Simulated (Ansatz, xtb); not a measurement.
Two isomers of C4H7BrSi

We compare X, `C=C/C(Br)=C/[SiH3]`, a singlet, with Y, `C=C(Br)/C=C/[SiH3]`, a singlet. Both are isolated molecules in the gas phase, relaxed with PBE0-D3(BJ)/def2-SVP; the shapes shown needn't be the lowest conformers.

X (Å):

```xyz
13

C    -2.8490   -0.9559    0.1759
C    -1.6916   -1.6244    0.1251
C    -0.3471   -1.0605    0.0903
C     0.7813   -1.7915    0.0392
Br   -0.2103    0.8381    0.1203
Si    2.5327   -1.1288   -0.0075
H    -3.8004   -1.4915    0.1980
H    -2.8772    0.1364    0.1965
H    -1.7008   -2.7201    0.1056
H     0.6290   -2.8785    0.0246
H     3.4608   -2.2986   -0.0612
H     2.8356   -0.3248    1.2144
H     2.7533   -0.2784   -1.2155
```

Y (Å):

```xyz
13

C    -2.6699   -1.1223   -0.8004
C    -1.6781   -1.6291   -0.0558
C    -0.3108   -1.1184   -0.0886
C     0.7426   -1.5599    0.6196
Br   -2.0463   -3.0822    1.1053
Si    2.4499   -0.8193    0.4886
H    -3.6864   -1.5155   -0.7642
H    -2.4604   -0.2842   -1.4709
H    -0.1879   -0.2805   -0.7873
H     0.5736   -2.3998    1.3059
H     3.4414   -1.8498    0.0510
H     2.9002   -0.2895    1.8128
H     2.4248    0.2958   -0.5065
```

Question: Which of the two would you expect CCSD(T)/def2-SVP + ΔMP2/def2-TZVPP electronic energies to favour?

Answer: Too close to call at this level: CCSD(T)/def2-SVP + ΔMP2/def2-TZVPP gives E(Y) − E(X) = +1.41 kJ/mol.

The same difference at several levels:

```csv
level,geometry,E(Y) − E(X) (kJ/mol),departure from the last row (kJ/mol),"job, with rough time for the two"
GFN2-xTB,GFN2-xTB,+6.07,+4.67,"optimisation, 0.26 s"
HF/STO-3G,GFN2-xTB,−2.19,−3.60,"single point, 1.1 s"
r2SCAN-D4/def2-SVP,GFN2-xTB,+3.28,+1.87,"single point, 6.9 s"
PBE0-D3(BJ)/def2-SVP,PBE0-D3(BJ)/def2-SVP,+3.04,+1.63,"optimisation, 77 s"
HF/def2-SVP,PBE0-D3(BJ)/def2-SVP,−3.26,−4.67,part of the CCSD(T) run
MP2/def2-SVP,PBE0-D3(BJ)/def2-SVP,+2.75,+1.34,part of the CCSD(T) run
CCSD(T)/def2-SVP,PBE0-D3(BJ)/def2-SVP,+1.59,+0.19,single point
CCSD(T)/def2-SVP + ΔMP2/def2-TZVPP,PBE0-D3(BJ)/def2-SVP,+1.41,,"single point, 2 min"
```

As drawn, both hold the same kinds of bond in the same numbers.

The largest departure from CCSD(T)/def2-SVP + ΔMP2/def2-TZVPP is that of HF/def2-SVP, 4.67 kJ/mol. The last row adds to CCSD(T) the change of the MP2 difference between the two basis sets, here −0.19 kJ/mol.

With thermal terms from frequencies at re-optimised GFN2-xTB minima (ideal gas, soft modes damped towards free rotors, one conformer each, 298.15 K, 1 atm): the zero-point term adds −0.84 kJ/mol; ΔH is +0.97 and ΔG −1.14 kJ/mol.

The correlated steps freeze 18 core orbitals; the filled d shell of Br is correlated, in a basis made for valence electrons. Programs: Ansatz 0.2.0, xtb 6.7.1; the last row on 2 threads of Intel(R) Xeon(R) Platinum 8259CL CPU @ 2.50GHz (Skylake/Cascade Lake) on a shared host.

The two isomers are practically equal in energy, as expected when both keep a 2-bromobutadiene skeleton with a terminal silyl group and differ only in which double bond carries the silicon. In X, bromine and silyl sit on the same side of one double bond, in close contact; in Y they are on different double bonds and far apart. Both Hartree–Fock rows favour Y and all the others favour X, so electron correlation probably decides the sign. Dispersion between the polarisable bromine and the silyl group is one possible source, a correlation change in the π system another; the energies alone can't separate them.

The free-energy difference of −1.14 kJ/mol leans the other way from the electronic one, so entropy favours Y, perhaps because the neighbouring bromine hinders silyl rotation in X. Neither sign supports a real preference, and comparable amounts of both would be expected at equilibrium. The comparison doesn't cover the stereoisomers with silyl and the rest of the diene chain on the same side.
